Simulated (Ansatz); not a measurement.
## Ligand exchange: C3H9BO + KSH → C3H9BS + KOH

Species: C3H9BO `CC(C)BO`, singlet; KSH `[SH][K]`, singlet; C3H9BS `CC(C)BS`, singlet; KOH `[OH][K]`, singlet. The partners trade OH for SH: B–OH and K–SH bonds give way to B–SH and K–OH.

Shapes, held fixed at every level: PBE0-D4/def2-TZVP. Flexible molecules stand in one conformer, not always the lowest. Programs: Ansatz 0.2.0. The zero-point and thermal change to 298 K, harmonic and unscaled (PBE0-D4/def2-TZVP), is -2.2 kJ/mol.

**Question.** Estimate ΔH(298 K) of this reaction.

**Answer.** The highest level, CCSD(T)/def2-TZVPP, gives ΔH(298 K) = +112.2 kJ/mol; the levels span +98.2 to +145.0. The column of differences is taken from that level and isn't an error. No measured value is set beside it here. Correlated rows may include outer-core shells of K, which these sets cover unevenly. Times are processor times on shared x86 and Arm servers, and rough.

| level | kind | ΔH(298 K) (kJ/mol) | less CCSD(T)/def2-TZVPP | CPU time (sum over the molecules) |
| --- | --- | --- | --- | --- |
| HF/def2-TZVPP | Hartree–Fock | +145.0 | +32.8 | – |
| PBE-D4/def2-TZVPP | GGA | +98.2 | -14.0 | 32 s |
| r2SCAN-D4/def2-TZVPP | meta-GGA | +104.6 | -7.6 | 69 s |
| BHLYP-D4/def2-TZVPP | global hybrid | +119.1 | +6.9 | 37 s |
| wB97M-V/def2-TZVPP | range-separated hybrid | +111.9 | -0.3 | 2.3 min |
| wB97X-V/def2-TZVPP | range-separated hybrid | +108.8 | -3.4 | 96 s |
| CCSD/def2-TZVPP | coupled cluster or CI | +116.7 | +4.5 | – |
| CCSD(T)/def2-TZVPP | coupled cluster or CI | +112.2 | 0.0 | 39 min |

Replacing B–OH by B–SH at the expense of K–SH is strongly endothermic at every level, so the direction of the enthalpy change is secure even though its size depends on the treatment of correlation. The main cause is boron's preference for oxygen: the B–O bond is short and polar, and the oxygen 2p lone pair donates well into the empty boron p orbital, whereas the larger, more diffuse sulfur 3p orbital overlaps less effectively. Potassium also binds the smaller, harder hydroxide more strongly than hydrosulfide, but this largely electrostatic gain recovers only part of the loss at boron.

Hartree–Fock gives the largest value, +145.0 kJ/mol, and coupled cluster lowers it substantially, probably because correlation favours the more covalent, polarisable B–S bond. Perturbative triples make a much smaller further change, in the same direction. The result describes isolated molecules and can't be carried over to solution or to the solid potassium salts, where solvation or lattice energies would also differ between hydroxide and hydrosulfide.
